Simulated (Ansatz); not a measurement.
# A series in volume scale on Si

Free energy against uniform scaling of the volume at fixed shape and fractions; periodic cell, basis, potentials, k mesh and filling as listed. The results are calculated, by Ansatz 0.2.0.

The cell before it is scaled or strained (space group Imma, No. 74):
```
CELL_PARAMETERS angstrom
-2.25100 2.36850 1.27500
2.25100 -2.36850 1.27500
2.25100 2.36850 -1.27500
ATOMIC_POSITIONS crystal
Si 0.80700 0.05700 0.75000
Si 0.19300 0.94300 0.25000
```

Settings of every row: functional LDA; dispersion none; potentials PAW; wave cutoff 500 eV; density cutoff 2000 eV; k mesh 13x13x13; k shift 0x0x0; occupations fermi dirac; smearing width 0.1 eV; spin none.

Limits: coarse k mesh, up to 40 meV an atom off; minimum outside the range.

| row | volume scale | V (Å³/atom) | pressure (GPa) | energy above lowest point (meV/atom) |
| --- | --- | --- | --- | --- |
| 1 | 0.94 | 12.78 | 22.26 | 115.7 |
| 2 | 0.96 | 13.051 | 18.08 | 81.5 |
| 3 | 0.98 | 13.323 | 14.29 | 54.1 |
| 4 | 1 | 13.595 | 10.87 | 32.8 |
| 5 | 1.02 | 13.867 | 7.77 | 17 |
| 6 | 1.04 | 14.139 | 4.97 | 6.3 |
| 7 | 1.06 | 14.411 | ? | ? |

Question: what pressure should row 7 give?

Worked fit of pressure. Take u = (V_r/V)^(2/3) − 1 with V_r = 13.459 Å³ an atom, which is twice the finite (Eulerian) strain; such expansions in the strain, on which the Birch-Murnaghan equation of state is built, carry the rest volume and the bulk modulus. The shown rows have u = 0.03511, 0.02073, 0.00679, -0.00668, -0.01971, -0.03233. Least squares give pressure = 12.537 + 254.05 × u + 634.4 × u² + 496 × u³ GPa; a parabola predicts inner rows, each left out in turn, worse (root mean square 0.0069 against 0.0032 GPa). All shown rows lie on it to the printed digit. The withheld row has u = -0.04454, so the fit gives 12.537 + 254.05 × (-0.04454) + 634.4 × (-0.04454)² + 496 × (-0.04454)³ = 2.44 GPa.

The calculation gave 2.45 GPa. The fit lies 0.01 GPa (0.05 % of the column's range) below it, one unit of the last digit. This row lies beyond the range of the fit.

The other values of row 7: energy above lowest point 0 meV/atom.
